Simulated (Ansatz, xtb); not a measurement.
# CH4BN (SMILES [BH3-][N+]#C): methods side by side

The species is CH4BN (7 atoms), meant as a singlet with charge 0. SMILES: `[BH3-][N+]#C`. Geometry: relaxed at GFN2-xTB.

Each level gives the vertical energy of the triplet above the singlet (eV). The values are calculated.

```tsv
level	kind	program	value (eV)
GFN2-xTB	semi-empirical	xtb	4.89
GFN0-xTB	semi-empirical	xtb	5.98
GFN1-xTB	semi-empirical	xtb	5.14
HF/STO-3G	Hartree–Fock	Ansatz	5.90
HF/3-21G	Hartree–Fock	Ansatz	5.26
HF/def2-SVPD	Hartree–Fock	Ansatz	5.09
B3LYP/6-31G* (spherical functions)	global hybrid	Ansatz	5.35
B3LYP/6-31G* (Cartesian functions)	global hybrid	Ansatz	5.35
MP2/def2-SVPD	perturbation theory	Ansatz	6.34
```

The values span 4.89 to 6.34 eV. The xTB rows lack spin polarisation, so open shells miss the exchange term that lowers them.

Every level places the triplet well above the singlet at this geometry, as expected for a closed-shell adduct in which the nitrogen lone pair of HCN binds to borane. The excitation must break up an electron pair and populate an antibonding level, probably C≡N π* in character, with the electron coming from the C≡N π or the B–H bonding orbitals.

Within Hartree–Fock the gap falls from 5.90 to 5.09 eV as the basis grows, which suggests that the minimal basis describes the triplet's more loosely held electron poorly. In the same def2-SVPD basis, MP2 raises the gap to 6.34 eV. Opposite-spin correlation stabilises the paired singlet more than the triplet, and second-order theory may exaggerate this for a multiple bond. Missing spin polarisation cannot explain why GFN2-xTB gives the smallest gap, since including it would lower that value further. The vertical gaps do not give the energy of the relaxed triplet, which could gain considerably from bending and C–N stretching.
